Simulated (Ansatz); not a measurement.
## Strength of the O–Si bond: CH8O2Si2 → SiH2(OH)(SiH2) + CH3O

Species: CH8O2Si2 `CO[SiH2][SiH2]O`, singlet; SiH2(OH)(SiH2), doublet; CH3O `C[O]`, doublet. 

Shapes, held fixed at every level: PBE0-D4/def2-TZVP. Flexible molecules stand in one conformer, not always the lowest. Programs: Ansatz 0.2.0. Electronic energies: no zero-point or thermal term.

(1) Estimate ΔE of this reaction.

Results:

(1) The highest level, CCSD(T)/CBS estimate, gives ΔE = +472.0 kJ/mol; the levels span +428.7 to +494.6. The column of differences is taken from that level and isn't an error. No measured value is set beside it here. Open shells run unrestricted unless RO is named. The CBS estimate extrapolates MP2 from def2-TZVPP and def2-QZVPP and adds CCSD(T) − MP2 in the triple-zeta set, cores frozen.

```tsv
level	kind	ΔE (kJ/mol)	less CCSD(T)/CBS estimate
PBE-D4/def2-TZVPP	GGA	+428.7	-43.3
wB97M-V/def2-TZVPP	range-separated hybrid	+460.0	-12.0
wB97X-V/def2-TZVPP	range-separated hybrid	+457.2	-14.8
B2PLYP/def2-TZVPP	double hybrid	+449.6	-22.4
MP2/def2-TZVPP	perturbation theory	+494.6	+22.6
CCSD/def2-TZVPP	coupled cluster or CI	+447.7	-24.3
CCSD(T)/CBS estimate	coupled cluster or CI	+472.0	0.0
```

Breaking the O–Si bond homolytically is costly at every level, with the highest putting it at +472.0 kJ/mol. The strength comes from the large electronegativity difference between silicon and oxygen, which gives the σ bond a strong ionic component. Donation from the oxygen lone pairs into σ* orbitals on silicon adds to it. Both contributions are lost on cleavage, and the fragments recover little: the methoxy radical keeps its unpaired electron largely on oxygen, and the silyl radical has only modest delocalisation to stabilise it.

The strong-bond picture does not depend on the method, but the exact value does. The two range-separated hybrids lie closest to the reference, while PBE falls well below it and MP2 above. CCSD is also low, probably because it lacks triple excitations and uses a finite basis, both of which tend to penalise the intact bond more than the separated radicals.

A strong O–Si bond does not imply a thermally robust molecule, since the Si–Si bond, typically much weaker, would probably break first.
